Kohn–Sham levels of CdTe (space group F-43m) at points of a 7×7×7 k mesh, from all-electron LAPW+lo DFT with the RPBE functional in the program exciting (sodium release), without spin polarisation or spin–orbit coupling. The third coordinate of every point is 0, and energies are counted from the valence top.

```
point a (reciprocal cell vector)  point b (reciprocal cell vector)  level point (row)  level under 4 (eV)  level under 3 (eV)  level under 2 (eV)  level under 1 (eV)  level over 1 (eV)  level over 2 (eV)
                          0.0000                            0.0000                  1              -8.135               0.000               0.000               0.000              1.007              4.642
                          0.1429                            0.0000                  2              -8.133              -1.435              -0.185              -0.185              1.934              4.746
                          0.4286                            0.0000                  3              -7.807              -4.379              -0.786              -0.786              1.981              5.284
                          0.1429                            0.1429                  4              -8.125              -1.437              -0.497              -0.497              2.436              3.951
                          0.2857                            0.1429                  5              -8.114              -2.749              -0.896              -0.891              2.892              4.117
                          0.4286                            0.1429                  6              -7.851              -4.028              -1.366              -1.088              2.805              4.772
                          0.4286                            0.2857                  7              -7.803              -3.876              -1.908              -1.577              3.012              3.758
```

A short step away from Γ, the centre of the Brillouin zone, lifts the lowest conduction level of CdTe by about 1 eV, four times the kinetic energy of a free electron with the same wavevector. One of the three valence levels that were equal at Γ falls by about 1.4 eV, and the other two by only 0.2 eV. This is level point 2 compared with level point 1; rows are named below by their level point. Point a and point b give the position in reciprocal cell vectors, with L at (½, 0) and X at (½, ½). Level under 1 to 4 count downwards from the gap and level over 1 and 2 upwards, with zero at the valence top.

**Why Γ is special**

The conduction edge is built mainly from s orbitals, with a large share on Cd, and the valence top mainly from Te p orbitals. This assignment is standard chemistry for such crystals. At Γ all cells are in phase, so a Cd atom sees identical p orbitals on its four Te neighbours. Their overlaps with its s orbital cancel, because the neighbours sit at the corners of a tetrahedron. The s and p levels therefore cannot mix, and the gap is smallest here.

Away from Γ the phases differ from neighbour to neighbour and the cancellation fails. One s orbital can mix with only one combination of the three p orbitals. That combination is pushed down and the s level is pushed up, while two p combinations stay near the top.

For a solar absorber the useful result is that both band edges lie at Γ, so light can be absorbed across the gap without help from lattice vibrations. The computed gap of 1.0 eV should not be used for design, since the measured one is roughly 1.5 eV. Spin-orbit coupling, left out here, would lower the computed value further, and the given cell is slightly smaller than the measured one, which is expected to widen the gap a little, so the semilocal functional underestimates the gap by more than this comparison suggests.

**A model with one strength**

Put the s level at the gap E_g and the three p levels at zero, and let V be the strength of the s–p coupling. The four phase factors carry a fixed total weight. Their in-phase part does not couple s to p, and the rest, a fraction S, does:

S = 1 − |sum of the four phase factors|²/16

The two mixed levels then lie at E_g/2 ± √(E_g²/4 + V²S), so their separation D obeys

D² = E_g² + 4V²S

Close to Γ the conduction level rises by about V²S/E_g, so a small gap makes a steep band; row 2 already lies beyond this limit, so the full square root is needed. Row 2, with D = 3.37 eV and S = 0.141, fixes the strength; row 5, with S = 0.447, then serves as a test:

4V² = (3.37² − 1.01²)/0.141 ≈ 73 eV²

D = √(1.01² + 73 × 0.447) ≈ 5.8 eV

The calculation gives 5.64 eV between level over 1 and level under 3. Over rows 3 to 7 the typical (rms) miss is 0.6 eV, against 2.2 eV if S is replaced by the square of the distance from Γ. This fits the picture that once the neighbours are well out of step, a longer wavevector adds little mixing. S is, however, also the simplest function of the wavevector that repeats with this lattice, so the test shows saturation rather than this mechanism alone. Row 5 is a kind case: row 4 cannot tell the two versions apart, and in rows 3, 6 and 7 the model is too wide by 0.5 to 1.0 eV. The printed output below lists both versions row by row.

**Where the conduction level stops rising**

From row 2 to row 3 the distance from Γ triples, yet the lowest conduction level rises by only 0.05 eV. The model puts it 2.2 eV too high at row 3. It holds the midpoint of the two mixed levels fixed, whereas the computed midpoint sinks by 1.7 eV. Other orbitals must act as well. Theory offers two: Te s orbitals, which push the conduction level up most strongly at Γ, and empty Cd p orbitals, which press it down elsewhere. The valence partner sinks too: level under 3 lies 1.2 eV below the model at row 3, as expected when p orbitals on different atoms couple.

Direction matters too. Rows 3 and 7 are equally far from Γ, but the lowest conduction level is 1.0 eV higher in row 7. The two lowest conduction levels are 3.3 eV apart in row 3, near L, and only 0.7 eV apart in row 7, which lies closer to X. In the diamond structure, with two identical atoms per cell, bands meet in pairs at X. The difference between Cd and Te opens a modest gap in such a pair, which fits the small spacing in row 7. The pairing also matters for the model. At X, symmetry makes one member of the pair Cd s with Te p and the other Cd p with Te s, and the second is expected to be the lower. The partner of level under 3 in row 7 is then level over 2 rather than level over 1: their separation, 7.63 eV, is close to the model's 7.85 eV, whereas level over 1 gives 6.89 eV. The 1.0 eV between rows 3 and 7 therefore probably compares states of different character. The data hold no orbital weights to confirm this.

**The two levels left behind**

In the model the upper two valence levels stay at zero. In the calculation they sink, reaching −1.6 and −1.9 eV in row 7, as expected when p orbitals on different atoms also couple to each other. The fall depends on direction: it is 2.7 times larger in row 4, towards X, than in row 2, towards L, for only 1.3 times the squared distance from Γ. They remain equal on the lines towards L and X, where symmetry protects them, and can separate elsewhere; in row 5 they are still within 0.005 eV, a closeness that symmetry does not require there. Spin-orbit coupling would split the valence top at Γ by roughly 0.9 eV, so the threefold level belongs to this calculation and not to the real crystal.

Level under 4 shifts by only 0.3 eV over all rows. Its depth suggests that it is the top of the Cd 4d levels, whose compact orbitals overlap little with their neighbours.

The analysis program printed:

```
Separation of pushed levels (eV):
     row  k_per_A       S  computed  four_neighbour_model  k_squared_model  midpoint
     0.0        0       0     1.007                 1.007            1.007    0.5035
  0.1429   0.2426  0.1413     3.369                 3.369            3.369    0.2495
  0.4286   0.7276  0.7129      6.36                 7.292            9.695    -1.199
  0.1429   0.2801  0.1884     3.873                 3.846            3.846    0.4995
  0.2857   0.4644  0.4468     5.641                 5.806            6.236    0.0715
  0.4286    0.686  0.7222     6.833                 7.339            9.147   -0.6115
  0.4286   0.7276   0.828     6.888                 7.848            9.695    -0.432
Spacings (eV):
     row  upper_valence_pair  two_conduction_levels
     0.0                   0                  3.635
  0.1429                   0                  2.812
  0.4286                   0                  3.303
  0.1429                   0                  1.515
  0.2857               0.005                  1.225
  0.4286               0.278                  1.967
  0.4286               0.331                  0.746
Conduction rise, row 1 to row 2 (eV): 0.927
Free-electron kinetic energy at row 2 (eV): 0.2242
Conduction rise at row 2 over free-electron energy (ratio): 4.134
Conduction rise, row 2 to row 3 (eV): 0.047
Conduction rise, row 1 to row 3 (eV): 0.974
Fall of the lowest of three valence levels over fall of the pair, row 2 (ratio): 7.757
Fall of the upper pair, row 4 over row 2 (ratio): 2.686
Squared distance from Gamma, row 4 over row 2 (ratio): 1.333
Lowest conduction level, row 7 less row 3 (eV): 1.031
Rms miss of four-neighbour model, rows 3 to 7 (eV): 0.644
Rms miss of k-squared model, rows 3 to 7 (eV): 2.223
Largest miss of four-neighbour model (percent of separation): 14.65
Midpoint, row 3 less row 1 (eV): -1.702
Four-neighbour model less computed conduction level, row 3 (eV): 2.168
Spread of the deep level over all rows (eV): 0.332
```
